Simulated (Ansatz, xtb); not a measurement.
## Two structures of AlHLiN2P

Structure a: a singlet given by its coordinates. Structure b: a singlet given by its coordinates. Both are isolated molecules in the gas phase, relaxed with PBE0-D3(BJ)/pcseg-1.

a (Å):

```yaml
atoms:
  - { symbol: Al, position_ang: [-0.9123, 0.3175, -2.3985] }
  - { symbol: Li, position_ang: [-0.8459, 0.5391, 0.3336] }
  - { symbol: N, position_ang: [0.2865, 1.0546, -0.9385] }
  - { symbol: N, position_ang: [0.6118, 1.0301, -3.3809] }
  - { symbol: P, position_ang: [1.2690, 1.6956, -2.0079] }
  - { symbol: H, position_ang: [0.9383, 1.2557, -4.3144] }
```

Close contacts (Å): Al1–Li2 2.74, Al1–N3 2.03, Al1–N4 1.95, Li2–N3 1.78, N3–P5 1.59, N4–P5 1.66, N4–H6 1.01.

b (Å):

```xyz
6

Al    0.8709    0.8316   -2.8814
Li   -0.7079    2.9543   -0.5807
N     0.1835   -0.8393   -2.4984
N    -0.1804    1.5329   -1.5195
P    -0.6584   -0.0832   -1.3614
H     1.9052    1.4746   -3.9041
```

Close contacts (Å): Al1–N3 1.85, Al1–N4 1.86, Al1–P5 2.34, Li2–N4 1.78, N3–P5 1.60, N4–P5 1.69, Al1–H6 1.59.

Energies in hartree; the thermal terms are from PBE0-D3(BJ)/pcseg-1 harmonic frequencies (ideal gas, rigid rotor, one conformer each, 298.15 K, 1 atm) and include the zero-point energy:

```
                               a           b
E, CCSD(T)/def2-TZVP  −700.412894  −700.402764
   zero-point energy     0.022063     0.018035
        H(298 K) − E     0.029098     0.024861
        G(298 K) − E    −0.008048    −0.011636
```

Work out ΔE, ΔE₀, ΔH and ΔG for a → b in kJ/mol (1 Eh = 2625.50 kJ/mol) and the equilibrium ratio [b]/[a].

1. ΔE = −700.402764 − (−700.412894) = +0.010130 Eh = +26.60 kJ/mol.
2. ΔE₀ = ΔE + ΔZPE = +0.010130 + (−0.004028) Eh = +16.02 kJ/mol.
3. ΔH = ΔE + (−0.004237) Eh = +15.47 kJ/mol.
4. ΔG = ΔE + (−0.003588) Eh = +17.18 kJ/mol, so ΔS = (ΔH − ΔG)/T = −5.7 J/(mol K).
5. kT = 0.9442 mEh, so K = [b]/[a] = exp(−ΔG/kT) = exp(−6.93) ≈ 9.8 × 10^−4.

Structure a is favoured at this temperature. An error of 4 kJ/mol in ΔG would change K by a factor of 5. Mirror images and further conformers aren't counted.

Other levels gave ΔE = +43.3 (PBE0-D3(BJ)/pcseg-1); +35.9 (HF/def2-TZVP); +9.0 (MP2/def2-TZVP) kJ/mol. The correlated steps freeze 12 core orbitals; the last core shell of Li is correlated, in a basis made for valence electrons. Programs: Ansatz 0.2.0.

Moving hydrogen from nitrogen to aluminium costs energy here, and all four electronic methods agree on the direction. The connectivity suggests that a is an Al(I) centre held by an N–P–N chelate, and b an Al(III) hydride, so that a → b is formally an oxidative addition of N–H to aluminium. The shorter Al–N distances in b fit this reading.

Such additions are often favourable for Al(I), but here the gain in Al–N and Al–H bonding probably doesn't repay the loss of a strong N–H bond and the build-up of charge on a fully deprotonated N–P–N unit in a tight ring. The short Al–P distance in b may owe much to that ring and isn't by itself proof of a bond.

Zero-point energy narrows the gap, as expected when a stiff N–H oscillator gives way to a softer Al–H one, while entropy matters little. MP2 probably overestimates the differential correlation that favours b. The preference is thermodynamic and says nothing about how fast the hydrogen would migrate.
